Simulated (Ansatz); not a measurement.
Cu: energy above lowest point and pressure against volume scale

Results calculated with Ansatz 0.2.0, not measured. Free energy against uniform scaling of the volume at fixed shape and fractions; periodic cell, basis, potentials, k mesh and filling as listed.

The cell before it is scaled or strained (space group P6_3/mmc, No. 194):
```
CELL_PARAMETERS angstrom
2.53410 0.00000 0.00000
-1.26700 2.19460 0.00000
0.00000 0.00000 4.11260
ATOMIC_POSITIONS crystal
Cu 0.33333 0.66667 0.25000
Cu 0.66667 0.33333 0.75000
```

Settings of every row: functional r2SCAN; dispersion none; potentials PAW; wave cutoff 571.44 eV; density cutoff 2285.8 eV; k mesh 13x13x7; k shift 0x0x0; occupations cold; smearing width 0.05 eV; spin none.

Limits: coarse k mesh, up to 40 meV an atom off; the cell comes from a prototype or a list of computed structures and needn't be the stable phase.

```
row  volume scale  V (Å³/atom)  energy above lowest point (meV/atom)  pressure (GPa)
  1          0.88       10.063                                 108.8            28.8
  2          0.92       10.521                                  44.3           16.84
  3          0.96       10.978                                  10.2            7.43
  4             1       11.436                                     0            0.04
  5          1.04       11.893                                     ?               ?
  6          1.08       12.351                                  31.7           -10.3
  7          1.12       12.808                                  66.4          -13.86
```

Question: what energy above lowest point and pressure should row 5 give?

Worked fit of energy above lowest point. Take u = (V_r/V)^(2/3) − 1 with V_r = 11.207 Å³ an atom, which is twice the finite (Eulerian) strain; such expansions in the strain, on which the Birch-Murnaghan equation of state is built, carry the rest volume and the bulk modulus. The shown rows have u = 0.07442, 0.04301, 0.01386, -0.01339, -0.06274, -0.08517. Least squares give energy above lowest point = 2.47 + 368.3 × u + 13731 × u² + 6973 × u³ meV/atom; a parabola predicts inner rows, each left out in turn, worse (root mean square 1.1 against 0.048 meV/atom). All shown rows lie on it to the printed digit. Its lowest point lies at u = -0.0136, or V = 11.44 Å³ an atom, and the curvature there gives the bulk modulus at fixed shape and fractions, B = (4/9)(1 + u)² E″(u)/V = 163 GPa. Letting shape and atoms relax would as a rule lower it, by much in layered, chain or molecular crystals. The withheld row has u = -0.03883, so the fit gives 2.47 + 368.3 × (-0.03883) + 13731 × (-0.03883)² + 6973 × (-0.03883)³ = 8.5 meV/atom.

The calculation gave 8.5 meV/atom. The fit meets it to the printed digit.

Worked fit of pressure. Take u = (V_r/V)^(2/3) − 1 with V_r = 11.207 Å³ an atom, which is twice the finite (Eulerian) strain; such expansions in the strain, on which the Birch-Murnaghan equation of state is built, carry the rest volume and the bulk modulus. The shown rows have u = 0.07442, 0.04301, 0.01386, -0.01339, -0.06274, -0.08517. Least squares give pressure = 3.517 + 270.85 × u + 860.4 × u² + 884 × u³ GPa; a parabola predicts inner rows, each left out in turn, worse (root mean square 0.13 against 0.018 GPa). The rows lie off it by 0.00, 0.01, -0.01, 0.00, 0.01, 0.00. The pressure vanishes at u = -0.0136, or V = 11.44 Å³ an atom, and there the bulk modulus at fixed shape and fractions is B = −V dP/dV = (2/3)(1 + u) dP/du = 163 GPa. Letting shape and atoms relax would as a rule lower it, by much in layered, chain or molecular crystals. The withheld row has u = -0.03883, so the fit gives 3.517 + 270.85 × (-0.03883) + 860.4 × (-0.03883)² + 884 × (-0.03883)³ = -5.75 GPa.

The calculation gave -5.76 GPa. The fit lies 0.01 GPa (0.023 % of the column's range) above it, one unit of the last digit.
